**Ionisation energies of germanium ions: nl average against low-j-first average**

The table holds ionisation energies of neutral Ge and 18 of its ions from four-component Dirac-Coulomb Hartree-Fock with first-order Breit, QED and recoil terms, averaged over the nl configuration and over the jj configuration that fills low j first, beside NIST values. The program models the difference of the two averages as spin-orbit coupling plus the angular pair repulsion in $F^2$ and $F^4$, compares it with spin-orbit coupling alone, and rebuilds the jj energy of four ions at frozen orbitals without a fit. The pair term lowers the root-mean-square miss from 0.49 to 0.015 eV in 3d and from 3.1 to 0.20 eV in 2p, while the 3p agreement rests on two constants fitted to three values. Against NIST the jj average is closest in 2p (2.1 eV), the nl, jj and LS pictures are alike in 3d, and none works in 3p. Misfits of 5 to 10 eV remain at 3d⁶ for LS and at 3p² and 3p³ for both coupling limits.

Calculated values. Ionisation energies of Ge and its ions from four-component Dirac-Coulomb Hartree-Fock (B-spline radial atomic code version 1, Fermi nucleus, basis-set limit), as differences of self-consistent energies averaged over the nl configuration or over the jj configuration with j = l − 1/2 filled first. Both include first-order Breit, QED and recoil terms; NIST values are between ground levels.

## Analysis program

```python
# Table: ionisation energies (eV) of Ge ions, B-spline atomic code, Dirac-Coulomb HF + Breit/QED/recoil, nl average and low-j-first average, with NIST values.
# Tested: diff = D(n-1)-D(n), D = spin-orbit + jj pair term (rival: spin-orbit alone); frozen-orbital D; nl, jj, LS against NIST.
T = {
    'ion': ['Ge', 'Ge5+', 'Ge6+', 'Ge7+', 'Ge8+', 'Ge9+', 'Ge10+', 'Ge11+', 'Ge12+', 'Ge13+', 'Ge16+', 'Ge17+', 'Ge18+', 'Ge19+', 'Ge23+', 'Ge24+', 'Ge25+', 'Ge26+', 'Ge27+'],
    'Z': [32, 32, 32, 32, 32, 32, 32, 32, 32, 32, 32, 32, 32, 32, 32, 32, 32, 32, 32],
    'charge': [0, 5, 6, 7, 8, 9, 10, 11, 12, 13, 16, 17, 18, 19, 23, 24, 25, 26, 27],  # e
    'N': [32, 27, 26, 25, 24, 23, 22, 21, 20, 19, 16, 15, 14, 13, 9, 8, 7, 6, 5],
    'configuration': ['[Ar] 3d10 4s2 4p2', '[Ar] 3d9', '[Ar] 3d8', '[Ar] 3d7', '[Ar] 3d6', '[Ar] 3d5', '[Ar] 3d4', '[Ar] 3d3', '[Ar] 3d2', '[Ar] 3d1', '[Ne] 3s2 3p4', '[Ne] 3s2 3p3', '[Ne] 3s2 3p2', '[Ne] 3s2 3p1', '[He] 2s2 2p5', '[He] 2s2 2p4', '[He] 2s2 2p3', '[He] 2s2 2p2', '[He] 2s2 2p1'],
    'jj_cfg': ['(4p1/2)2 → (4p1/2)1', '(3d3/2)4 (3d5/2)5 → (3d3/2)4 (3d5/2)4', '(3d3/2)4 (3d5/2)4 → (3d3/2)4 (3d5/2)3', '(3d3/2)4 (3d5/2)3 → (3d3/2)4 (3d5/2)2', '(3d3/2)4 (3d5/2)2 → (3d3/2)4 (3d5/2)1', '(3d3/2)4 (3d5/2)1 → (3d3/2)4', '(3d3/2)4 → (3d3/2)3', '(3d3/2)3 → (3d3/2)2', '(3d3/2)2 → (3d3/2)1', '(3d3/2)1 → closed', '(3p1/2)2 (3p3/2)2 → (3p1/2)2 (3p3/2)1', '(3p1/2)2 (3p3/2)1 → (3p1/2)2', '(3p1/2)2 → (3p1/2)1', '(3p1/2)1 → closed', '(2p1/2)2 (2p3/2)3 → (2p1/2)2 (2p3/2)2', '(2p1/2)2 (2p3/2)2 → (2p1/2)2 (2p3/2)1', '(2p1/2)2 (2p3/2)1 → (2p1/2)2', '(2p1/2)2 → (2p1/2)1', '(2p1/2)1 → closed'],
    'ie_nl': [6.87464, 116.151, 145.981, 177.763, 211.419, 246.889, 284.127, 323.095, 363.764, 406.107, 611.834, 654.737, 698.547, 743.258, 2316.36, 2447.95, 2582.44, 2719.84, 2860.14],  # eV
    'ie_jj': [6.60648, 115.786, 145.458, 177.068, 210.537, 245.807, 285.418, 324.171, 364.599, 406.677, 610.18, 653.272, 700.92, 747.843, 2305.69, 2437.51, 2572.25, 2737.18, 2884.97],  # eV
    'diff': [-0.27, -0.37, -0.52, -0.7, -0.88, -1.08, 1.29, 1.08, 0.84, 0.57, -1.65, -1.47, 2.37, 4.59, -10.67, -10.44, -10.19, 17.34, 24.83],  # eV
    'tab': [7.899435, 115.9, 144.9, 176.4, 212.5, 252.1, 286.0, 326.0, 367.0, 407.0, 609.1, 662.8, 706.7, 744.0, 2304.0, 2439.0, 2575.0, 2737.1, 2881.9],  # eV
    'tab_kind': ['measured', 'semi-empirical', 'theory', 'theory', 'theory', 'theory', 'theory', 'theory', 'theory', 'theory', 'semi-empirical', 'semi-empirical', 'semi-empirical', 'semi-empirical', 'semi-empirical', 'semi-empirical', 'semi-empirical', 'semi-empirical', 'semi-empirical'],
    'unc': [1.2e-05, 0.12, 1.5, 1.7, 2.1, 2.2, 3.0, 2.5, 3.0, 3.0, 0.8, 1.9, 1.0, 3.0, 4.0, 5.0, 19.0, 2.3, 1.6],  # eV
}
import numpy as np
from scipy.constants import physical_constants as pc
from sympy import Rational as R
from sympy.physics.wigner import wigner_3j as w
Ha = pc['Hartree energy in eV'][0]; Ry = Ha/2
sh = [x.split()[-1][:2] for x in T['configuration']]; n = [int(x.split()[-1][2:]) for x in T['configuration']]
nl, jj, tab, unc, q = (np.array(T[k], float) for k in ('ie_nl', 'ie_jj', 'tab', 'unc', 'charge'))
d = jj - nl; L = {'p': 1, 'd': 2}; hid = [5, 8, 10, 13, 14, 18]
def c(a, b, k):
    x = float(w(R(a, 2), k, R(b, 2), R(1, 2), 0, R(-1, 2))**2); return x*(a+1)/a if a == b else x
def Vs(l, F0, F2, F4):
    return [F0[i]-c(a, b, 2)*F2[i]-c(a, b, 4)*F4[i] for i, (a, b) in enumerate([(2*l-1, 2*l-1), (2*l-1, 2*l+1), (2*l+1, 2*l+1)])]
def pair(l, m, V):  # jj pair energy less nl average
    a = min(m, 2*l); b = m-a; g, h = 2*l, 2*l+2
    av = (g*(g-1)/2*V[0]+g*h*V[1]+h*(h-1)/2*V[2])/((g+h)*(g+h-1)/2)
    return a*(a-1)/2*V[0]+a*b*V[1]+b*(b-1)/2*V[2]-m*(m-1)/2*av
so = lambda l, m: -min(m, 2*l)*(l+1)/2 + max(m-2*l, 0)*l/2
cf = lambda l, m, k: pair(l, m, Vs(l, [0]*3, [float(k == 2)]*3, [float(k == 4)]*3))
D = {s: {0: 0.} for s in ('3d', '3p', '2p')}
for i in range(len(n)-1, 0, -1): D[sh[i]][n[i]] = D[sh[i]][n[i]-1]-d[i]
# further output of the same runs (hartree): eps, F0, k=2, k=4, Breit, self-energy + Uehling
X = {('3d', 7): ((-6.6602, -6.633), (1.4546, 1.4512, 1.4478), (.70769, .70507, .70487), (0, .44609, .44597), (.0056699, .004128), (-3.845e-5, 4.6768e-5)),
     ('3d', 6): ((-7.8875, -7.8589), (1.5031, 1.4999, 1.4966), (.73721, .73458, .73458), (0, .4661, .46611), (.0059015, .0042343), (-4.065e-5, 4.9893e-5)),
     ('2p', 4): ((-90.96, -89.665), (5.2894, 5.2401, 5.1924), (0, 2.4743, 2.4809), (0, 0, 0), (.087203, .057609), (-.00067524-4.1797e-5, .0020622-6.6998e-6)),
     ('2p', 3): ((-95.906, -94.576), (5.364, 5.3145, 5.2667), (0, 2.5142, 2.5217), (0, 0, 0), (.084916, .052877), (-.00069736-4.3345e-5, .0021216-6.9564e-6))}
print('frozen-orbital D = E(jj)-E(nl), eV, no fit; table D summed from diff')
for (s, m), (e, F0, F2, F4, br, qe) in X.items():
    l = L[s[1]]; V = Vs(l, F0, F2, F4); g, h = 2*l, 2*l+2; dq = min(m, g)-m*g/(g+h)
    dI = e[0]-e[1]-(m-1)*((g-1)*V[0]+h*V[1]-g*V[1]-(h-1)*V[2])/(g+h-1)
    p = np.array([dq*dI+pair(l, m, V), dq*(br[0]-br[1]), dq*(qe[0]-qe[1])])*Ha
    print(f'{s}{m}: Coulomb {p[0]:.3f} Breit {p[1]:+.3f} QED {p[2]:+.3f} sum {p.sum():.3f} table {D[s][m]:.3f} miss {p.sum()-D[s][m]:+.3f}')
    assert abs(p.sum()/D[s][m]-1) < 0.03
z, F = {}, {}
for s, top, a in (('3d', 9, 7), ('2p', 5, 4)):
    l = L[s[1]]; z1, zt = D[s][1]/so(l, 1), D[s][top]/so(l, top); z[s] = (z1, (z1-zt)/(top-1))
    F[s] = [(X[s, a][k][1]*Ha, (X[s, a][k][1]-X[s, a-1][k][1])*Ha, a) for k in (2, 3)]
    print(f'{s}: zeta(1) {z1:.3f}, zeta({top}) {zt:.3f} eV; F2({a}) {F[s][0][0]:.2f} slope {F[s][0][1]:.2f}; F4 {F[s][1][0]:.2f} slope {F[s][1][1]:.2f} eV')
z1 = -D['3p'][1]; A = [[-so(1, m)*(m-1), cf(1, m, 2)] for m in (2, 3, 4)]
a3, F3 = np.linalg.lstsq(np.array(A), np.array([D['3p'][m]-so(1, m)*z1 for m in (2, 3, 4)]), rcond=None)[0]
z['3p'] = (z1, a3); F['3p'] = [(F3, 0, 0), (0, 0, 0)]
print(f'3p: zeta(1) {z1:.3f} eV; fitted to 3 values: zeta drop/electron {a3:.3f}, F2 {F3:.1f} eV')
print('pair coefficients of F2, p1..p5:', [round(cf(1, m, 2), 4)+0 for m in range(1, 6)])
print('d2, d4 (F2,F4):', [(round(cf(2, m, 2), 4), round(cf(2, m, 4), 4)) for m in (2, 4)])
H = {1: ([0, 0, -3/25, -9/25, -3/25, 0], [0]*6, [0, 1, 1, 0, 1, 1]),  # Hund term less average: F2, F4 coefficients; L
     2: ([x/441 for x in (0, 0, -58, -93, -105, -175, -105, -93, -58, 0)], [x/441 for x in (0, 0, 5, -30, -105, -175, -105, -30, 5, 0)], [0, 2, 3, 3, 2, 0, 2, 3, 3, 2])}
def mod(s, m):  # spin-orbit only, full jj model, LS ground level
    if m == 0: return np.zeros(3)
    l = L[s[1]]; ze = z[s][0]-z[s][1]*(m-1); f2, f4 = (u+v*(m-a) for u, v, a in F[s]); LL = H[l][2][m]
    return np.array([so(l, m)*ze, so(l, m)*ze+cf(l, m, 2)*f2+cf(l, m, 4)*f4, H[l][0][m]*f2+H[l][1][m]*f4-(LL+(m < 2*l+1))*ze/2])
M = np.array([mod(s, m-1)-mod(s, m) if s in z else [np.nan]*3 for s, m in zip(sh, n)])
print('eV (* hidden): IE/hydrogenic(q+1) | diff %IE D SOonly model miss | tab-nl tab-jj LSstep tab-nl-LS unc')
for i, s in enumerate(sh):
    hy = Ry*(q[i]+1)**2/int(s[0])**2; Dv = D[s][n[i]] if s in D else np.nan
    print(f"{'*' if i in hid else ' '}{T['ion'][i]:5s} {s}{n[i]} {nl[i]/hy:.2f} | {d[i]:+.3f} {100*d[i]/nl[i]:+.2f} {Dv:.2f} {M[i,0]:+.2f} {M[i,1]:+.2f} {M[i,1]-d[i]:+.3f} | {tab[i]-nl[i]:+.2f} {tab[i]-jj[i]:+.2f} {M[i,2]:+.2f} {tab[i]-nl[i]-M[i,2]:+.2f} {unc[i]:g}")
rms = lambda x: np.sqrt(np.mean(x**2))
for s in z:
    k = np.array(sh) == s
    print(f'{s} rms eV: diff SOonly {rms((M[:,0]-d)[k]):.3f} model {rms((M[:,1]-d)[k]):.3f}; vs tab nl {rms((tab-nl)[k]):.2f} jj {rms((tab-jj)[k]):.2f} LS {rms((tab-nl-M[:,2])[k]):.2f}; mean IE step {np.diff(nl[k]).mean():.1f}')
print('rounding floor of one diff: 0.001 eV (n=3), 0.01 eV (2p); n=1 rows fit by construction')
print('hydrogenic guide eV, hidden candidates:', [(T['ion'][i], round(Ry*(q[i]+1)**2/int(sh[i][0])**2)) for i in hid])
print('hidden rows, successive IE ratios:', [round(float(x), 2) for x in nl[hid][1:]/nl[hid][:-1]])
assert np.all(np.diff(nl) > 0) and np.all(np.diff(jj) > 0)
assert all((d[i] > 0) == (n[i] <= 2*L[sh[i][1]]) for i in range(1, len(n))) and d[0] < 0
assert abs(cf(1, 2, 2)-0.08) < 1e-9 and abs(cf(2, 9, 2)) < 1e-9
```

It prints:

```
frozen-orbital D = E(jj)-E(nl), eV, no fit; table D summed from diff
3d7: Coulomb -1.160 Breit +0.050 QED -0.003 sum -1.112 table -1.113 miss +0.001
3d6: Coulomb -1.884 Breit +0.073 QED -0.004 sum -1.816 table -1.808 miss -0.008
2p4: Coulomb -22.064 Breit +0.537 QED -0.050 sum -21.578 table -21.540 miss -0.038
2p3: Coulomb -32.916 Breit +0.872 QED -0.078 sum -32.122 table -31.980 miss -0.142
3d: zeta(1) 0.380, zeta(9) 0.225 eV; F2(7) 19.19 slope -0.80; F4 12.14 slope -0.54 eV
2p: zeta(1) 24.830, zeta(5) 21.740 eV; F2(4) 67.33 slope -1.09; F4 0.00 slope 0.00 eV
3p: zeta(1) 4.585 eV; fitted to 3 values: zeta drop/electron 0.141, F2 24.1 eV
pair coefficients of F2, p1..p5: [0.0, 0.08, 0.04, 0.0133, 0.0]
d2, d4 (F2,F4): [(-0.0349, 0.0317), (-0.2095, 0.1905)]
eV (* hidden): IE/hydrogenic(q+1) | diff %IE D SOonly model miss | tab-nl tab-jj LSstep tab-nl-LS unc
 Ge    4p2 8.08 | -0.268 -3.90 nan +nan +nan +nan | +1.02 +1.29 +nan +nan 1.2e-05
 Ge5+  3d9 2.13 | -0.365 -0.31 -0.22 -0.26 -0.37 -0.008 | -0.25 +0.11 -2.43 +2.18 0.12
 Ge6+  3d8 1.97 | -0.523 -0.36 -0.59 -0.30 -0.53 -0.012 | -1.08 -0.56 -2.61 +1.53 1.5
 Ge7+  3d7 1.84 | -0.695 -0.39 -1.11 -0.34 -0.71 -0.014 | -1.36 -0.67 -2.79 +1.43 1.7
 Ge8+  3d6 1.73 | -0.882 -0.42 -1.81 -0.38 -0.90 -0.014 | +1.08 +1.96 -5.44 +6.52 2.1
*Ge9+  3d5 1.63 | -1.082 -0.44 -2.69 -0.42 -1.10 -0.014 | +5.21 +6.29 +4.60 +0.61 2.2
 Ge10+ 3d4 1.55 | +1.291 +0.45 -3.77 +0.40 +1.31 +0.023 | +1.87 +0.58 +2.52 -0.65 3
 Ge11+ 3d3 1.48 | +1.076 +0.33 -2.48 +0.45 +1.10 +0.022 | +2.90 +1.83 +2.78 +0.13 2.5
*Ge12+ 3d2 1.42 | +0.835 +0.23 -1.40 +0.51 +0.85 +0.015 | +3.24 +2.40 +3.03 +0.20 3
 Ge13+ 3d1 1.37 | +0.570 +0.14 -0.57 +0.57 +0.57 +0.000 | +0.89 +0.32 +0.57 +0.32 3
*Ge16+ 3p4 1.40 | -1.654 -0.27 -3.84 -2.29 -1.65 +0.005 | -2.73 -1.08 -3.71 +0.97 0.8
 Ge17+ 3p3 1.34 | -1.465 -0.22 -5.49 -2.43 -1.47 -0.004 | +8.06 +9.53 +1.34 +6.72 1.9
 Ge18+ 3p2 1.28 | +2.373 +0.34 -6.96 +4.30 +2.37 +0.001 | +8.15 +5.78 +2.75 +5.40 1
*Ge19+ 3p1 1.23 | +4.585 +0.62 -4.58 +4.58 +4.58 +0.000 | +0.74 -3.84 +4.58 -3.84 3
*Ge23+ 2p5 1.18 | -10.670 -0.46 -10.87 -11.64 -10.74 -0.075 | -12.36 -1.69 -8.47 -3.89 4
 Ge24+ 2p4 1.15 | -10.440 -0.43 -21.54 -12.41 -10.58 -0.136 | -8.95 +1.49 -5.29 -3.66 5
 Ge25+ 2p3 1.12 | -10.190 -0.39 -31.98 -13.19 -10.36 -0.174 | -7.44 +2.75 -7.77 +0.33 19
 Ge26+ 2p2 1.10 | +17.340 +0.64 -42.17 +23.28 +17.72 +0.385 | +17.26 -0.08 +7.57 +9.69 2.3
*Ge27+ 2p1 1.07 | +24.830 +0.87 -24.83 +24.83 +24.83 +0.000 | +21.76 -3.07 +24.83 -3.07 1.6
3d rms eV: diff SOonly 0.491 model 0.015; vs tab nl 2.46 jj 2.44 LS 2.42; mean IE step 36.2
2p rms eV: diff SOonly 3.136 model 0.201; vs tab nl 14.56 jj 2.10 LS 5.14; mean IE step 135.9
3p rms eV: diff SOonly 1.126 model 0.003; vs tab nl 5.91 jj 5.92 LS 4.74; mean IE step 43.8
rounding floor of one diff: 0.001 eV (n=3), 0.01 eV (2p); n=1 rows fit by construction
hydrogenic guide eV, hidden candidates: [('Ge9+', 151), ('Ge12+', 255), ('Ge16+', 437), ('Ge19+', 605), ('Ge23+', 1959), ('Ge27+', 2667)]
hidden rows, successive IE ratios: [1.47, 1.68, 1.21, 3.12, 1.23]
```
